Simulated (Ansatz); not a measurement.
Computed with DFT PBE, scalar-relativistic, plane waves, PAW (Ansatz 0.2.0). Settings: cutoff 420 eV, Γ-centred meshes spaced at most about 0.3 Å⁻¹, and about 0.25 Å⁻¹ or finer for metals (2π included), Gaussian smearing. No spin polarisation in the final relaxations.

These are static total energies at zero pressure.

Two relaxed structures of La4HfO:

A.

```
CELL_PARAMETERS angstrom
4.93391 0.00000 0.00000
0.00000 4.93391 0.00000
0.00000 0.00000 7.05830
ATOMIC_POSITIONS crystal
La 0.50000 0.00000 0.72227
La 0.00000 0.50000 0.27773
La 0.50000 0.00000 0.27773
La 0.00000 0.50000 0.72227
Hf 0.00000 0.00000 0.00000
O 0.50000 0.50000 0.50000
```

B.

```
CELL_PARAMETERS angstrom
3.32676 0.00000 0.00000
0.00000 6.91316 0.00000
0.00000 0.00000 8.17563
ATOMIC_POSITIONS crystal
La 0.50000 0.00000 0.78475
La 0.50000 0.50000 0.19212
La 0.50000 0.50000 0.80788
La 0.50000 0.00000 0.21525
Hf 0.00000 0.50000 0.50000
O 0.00000 0.00000 0.00000
```

Task: Which would you expect to be lower, and how large is the difference?

Result: B is lower, by 126 meV/atom. A has space group P4/mmm (No. 123), 28.6 Å³/atom and no gap on its mesh; B has space group Pmmm (No. 47), 31.3 Å³/atom and no gap. Counting Hf or La atoms around O (for each partner element, those within 1.25 times its shortest distance or 1.15 times the sum of covalent radii, where it is the nearest in units of that sum or under 1.3), A has O 8 and B has O 4. The lower one is the more open, so pressure narrows the difference. In A, La has 2 O at 2.92 Å, 1 La at 3.14 Å, 2 Hf at 3.15 Å, 4 La at 3.49 Å and 1 La at 3.92 Å; Hf is surrounded by 8 La at 3.15 Å; O has 8 La at 2.92 Å. In B, La on its first site is surrounded by 2 O at 2.42 Å and 5 La at 3.33–3.52 Å; Hf is surrounded by 4 La at 3.02 Å and 2 Hf at 3.33 Å; around O lie 4 La at 2.42 Å; 1 more site not described. Both come from invented guesses. A third cell relaxed alike, in P4/mmm, lies 230 meV/atom below the lower of the two.

These runs have no spin–orbit coupling, which can matter for Hf. A magnetic state wasn't ruled out in cells without spin, among them P4/mmm. Cells relaxed within their symmetry can be saddle points.

B's advantage over A most likely comes from oxygen bonding. In A, oxygen sits in an oversized eightfold La cage, and its La–O contacts of 2.92 Å are long for an ionic La–O bond. B gives up half of these neighbours for four at 2.42 Å, a normal bonding distance, with a larger gain in electrostatic attraction and O 2p–La 5d overlap per contact. The metal sublattice changes too, with shorter La–Hf contacts and new Hf–Hf neighbours in B, so the energy difference can't be assigned to oxygen alone.

The missing gap is expected at this composition: one oxide ion takes up only a small part of the metal valence electrons, and the rest stay in La and Hf d-derived bands.

The third cell, 230 meV/atom below B, rules out both structures as the ground state, so the preference for B is only a ranking of two unfavourable arrangements. Since La and Hf mix poorly and La binds oxygen strongly, separation into lanthanum oxide and the metals is a plausible competitor that these energies don't test.
